**Plane shares of states just below the Fermi level in a seven-layer Ta(001) slab**

The table holds the share of Kohn-Sham states between −0.25 eV and the Fermi level on each atomic plane, and the plane heights, from plane-wave PAW PBE without spin on an 18×18 k mesh. The program forecasts the withheld rows 4 and 5 from the other five by a sum rule and mirror symmetry, beside an even split and an odd-even alternation, and reads their heights from the rounded fractional sites. The mirror forecast (0.190 and 0.151, ±0.024) misses by +0.002 and −0.003, the even split by about 0.02 and the alternation by 0.10. The output also gives the share shift from one star of k points (0.005 to 0.010), the interlayer spacings, and a descriptive fit of one-orbital standing waves, whose cap on row 4 is exceeded by 0.008.

Ansatz 0.2.0, scalar-relativistic PBE with plane waves and PAW, no spin polarisation: seven-plane Ta(001) slab, lower three planes held at bulk positions; cutoff 420 eV, 18 × 18 × 1 k mesh, Gaussian smearing 0.1 eV. Shares cover states from 0.25 eV below the Fermi level up to it, each counted full. Rows run from the bottom plane up; heights are from the top atom.

## Numerical check

```python
# Table: share of Kohn-Sham states (-0.25..0 eV from E_F) and height of each plane of a 7-layer
# bcc Ta(001) slab; Ansatz 0.2.0, PBE, PAW, 18x18 mesh, no spin. Tested: sum rule + mirror
# symmetry as forecast for the withheld planes, against an even split and odd-even alternation.
T = {
    'row': [1, 2, 3, 4, 5, 6, 7],
    'plane_share': [0.167, 0.099, 0.151, 0.192, 0.148, 0.085, 0.157],
    'plane_formula': ['Ta', 'Ta', 'Ta', 'Ta', 'Ta', 'Ta', 'Ta'],
    'plane_height': [-9.839, -8.188, -6.537, -4.846, -3.129, -1.465, 0.0],  # angstrom
}
HELD = [3, 4]  # rows withheld from the fit
import numpy as np
from scipy.optimize import nnls
s = np.array(T['plane_share'], float); h = np.array(T['plane_height'], float)
N = len(s); K = [i for i in range(N) if i not in HELD]
# typed from the geometry and further results of the same run
a, c, nst, nk, win = 3.303, 29.908, 1.80247, 18*18, 0.25
f = np.array([0.334, 0.390, 0.445, 0.501, 0.559, 0.614, 0.663])
eq = 1/N
print(f"equal share {eq:.3f}; rounding of shares 0.0005, of heights 0.0005 A")
print(f"window: {nst*eq:.3f} states/atom, {nst*eq/win:.2f} states/eV/atom")
for i in K:
    print(f"row {i+1}: share {s[i]:.3f}, minus equal {s[i]-eq:+.3f}, ratio {s[i]/eq:.2f}, {s[i]*nst:.3f} states")
d = np.array([s[6]-s[0], s[5]-s[1]]); rms = np.sqrt(np.mean(d**2)); bar = 2*rms
print(f"mirror differences: row7-row1 {d[0]:+.3f} ({d[0]*nst:+.3f} states), row6-row2 {d[1]:+.3f}")
print(f"rms {rms:.4f}, error bar 2*rms {bar:.3f}")
print(f"outer minus subsurface: bottom {s[0]-s[1]:.3f}, top {s[6]-s[5]:.3f}")
cnt = nst*nk
print(f"states x 324 k points = {cnt:.2f}")
for g in (8, 16):
    print(f"one star of {g} counts: {100*g/cnt:.1f}% of window; share shift if half on one plane {g/cnt*(0.5-eq):.3f}")
d67 = h[6]-h[5]
print(f"a/2 {a/2:.4f} A; d12 {h[1]-h[0]:.3f}, d23 {h[2]-h[1]:.3f}, d67 {d67:.3f} A ({100*(d67/(a/2)-1):+.1f}%)")
print(f"contact: bulk {a*3**0.5/2:.3f} A, rows 6-7 {np.sqrt(a*a/2+d67**2):.3f} A")
rest = 1-s[K].sum(); low = (s[1]+s[5])/2
print(f"known sum {s[K].sum():.3f}; left for rows 4+5 {rest:.3f}, mean {rest/2:.4f}")
print(f"one-orbital chain cap on row 4: 2 x mean(rows 2,6) = {2*low:.3f}")
lo = max(f[i]-0.0005-(h[i]-h[0]+0.001)/c for i in K)
hi = min(f[i]+0.0005-(h[i]-h[0]-0.001)/c for i in K)
hp = h[0]+(f-(lo+hi)/2)*c; hb = (0.0005+(hi-lo)/2)*c
w5 = (h[5]-hp[3])/2/(a/2); w6 = (h[6]-hp[4])/2/(a/2)
print(f"slice width vs bulk: row 5 {w5:.3f}, row 6 {w6:.3f}; share ratio row6/row2 {s[5]/s[1]:.3f}")
print(f"row 3 scaled by width of row 5: {s[2]*w5:.3f}; row 4 height if at bulk site {h[2]+a/2:.3f} A")
M = {'mirror': (rest-s[2], s[2]), 'even split': (rest/2, rest/2), 'alternation': (low, rest-low)}
assert s[1] < eq and s[5] < eq and s[0] > eq and s[6] > eq
assert np.abs(d).max() < 0.5*min(s[0]-s[1], s[6]-s[5])
assert abs(h[1]-h[0]-a/2) < 0.002 and d67 < a/2
assert abs(cnt-round(cnt)) < 0.01
print("PREDICTIONS")
for j, i in enumerate(HELD):
    print(f"row {i+1}: share {M['mirror'][j]:.3f} +- {bar:.3f}; height read from sites {hp[i]:.3f} +- {hb:.3f} A")
for m in ('even split', 'alternation'):
    print(f"alternative {m}: row 4 {M[m][0]:.4f}, row 5 {M[m][1]:.4f}")
print("COMPUTED")
for j, i in enumerate(HELD):
    e = s[i]-M['mirror'][j]
    print(f"row {i+1}: share {s[i]:.3f} ({s[i]/eq:.2f} x equal), miss {e:+.3f} = {e/bar:+.2f} bars; height {h[i]:.3f}, miss {h[i]-hp[i]:+.3f} A")
for m in M:
    print(f"computed minus {m}: row 4 {s[3]-M[m][0]:+.4f}, row 5 {s[4]-M[m][1]:+.4f}")
print(f"sum of all shares {s.sum():.3f}; rows 4+5 {s[3]+s[4]:.3f}; largest share in row {int(np.argmax(s))+1}")
print(f"row5-row3 {s[4]-s[2]:+.3f}; row4-row5 {s[3]-s[4]:+.3f}; row 4 minus chain cap {s[3]-2*low:+.3f}")
print("spacings d12..d67 vs a/2, %: "+" ".join(f"{x:+.1f}" for x in 100*(np.diff(h)/(a/2)-1)))
print(f"rows 1-3 sum {s[:3].sum():.3f}, rows 5-7 sum {s[4:].sum():.3f}")
sym = (s+s[::-1])/2; n = np.arange(1, N+1)
P = np.array([np.sin(j*np.pi*n/8)**2/4 for j in (1, 2, 3, 4)]).T
w, _ = nnls(P, sym)
print("mirror-averaged shares rows 1-4: "+" ".join(f"{x:.4f}" for x in sym[:4]))
print("chain standing waves j=1..4, weights >= 0 (descriptive): "+" ".join(f"{x:.3f}" for x in w))
print("chain residuals rows 1-4: "+" ".join(f"{x:+.4f}" for x in (sym-P@w)[:4]))
```

Output:

```
equal share 0.143; rounding of shares 0.0005, of heights 0.0005 A
window: 0.257 states/atom, 1.03 states/eV/atom
row 1: share 0.167, minus equal +0.024, ratio 1.17, 0.301 states
row 2: share 0.099, minus equal -0.044, ratio 0.69, 0.178 states
row 3: share 0.151, minus equal +0.008, ratio 1.06, 0.272 states
row 6: share 0.085, minus equal -0.058, ratio 0.60, 0.153 states
row 7: share 0.157, minus equal +0.014, ratio 1.10, 0.283 states
mirror differences: row7-row1 -0.010 (-0.018 states), row6-row2 -0.014
rms 0.0122, error bar 2*rms 0.024
outer minus subsurface: bottom 0.068, top 0.072
states x 324 k points = 584.00
one star of 8 counts: 1.4% of window; share shift if half on one plane 0.005
one star of 16 counts: 2.7% of window; share shift if half on one plane 0.010
a/2 1.6515 A; d12 1.651, d23 1.651, d67 1.465 A (-11.3%)
contact: bulk 2.860 A, rows 6-7 2.757 A
known sum 0.659; left for rows 4+5 0.341, mean 0.1705
one-orbital chain cap on row 4: 2 x mean(rows 2,6) = 0.184
slice width vs bulk: row 5 1.027, row 6 0.945; share ratio row6/row2 0.859
row 3 scaled by width of row 5: 0.155; row 4 height if at bulk site -4.886 A
PREDICTIONS
row 4: share 0.190 +- 0.024; height read from sites -4.856 +- 0.019 A
row 5: share 0.151 +- 0.024; height read from sites -3.122 +- 0.019 A
alternative even split: row 4 0.1705, row 5 0.1705
alternative alternation: row 4 0.0920, row 5 0.2490
COMPUTED
row 4: share 0.192 (1.34 x equal), miss +0.002 = +0.08 bars; height -4.846, miss +0.010 A
row 5: share 0.148 (1.04 x equal), miss -0.003 = -0.12 bars; height -3.129, miss -0.007 A
computed minus mirror: row 4 +0.0020, row 5 -0.0030
computed minus even split: row 4 +0.0215, row 5 -0.0225
computed minus alternation: row 4 +0.1000, row 5 -0.1010
sum of all shares 0.999; rows 4+5 0.340; largest share in row 4
row5-row3 -0.003; row4-row5 +0.044; row 4 minus chain cap +0.008
spacings d12..d67 vs a/2, %: -0.0 -0.0 +2.4 +4.0 +0.8 -11.3
rows 1-3 sum 0.417, rows 5-7 sum 0.390
mirror-averaged shares rows 1-4: 0.1620 0.0920 0.1495 0.1920
chain standing waves j=1..4, weights >= 0 (descriptive): 0.343 0.000 0.414 0.244
chain residuals rows 1-4: +0.0000 -0.0027 +0.0000 +0.0027
```
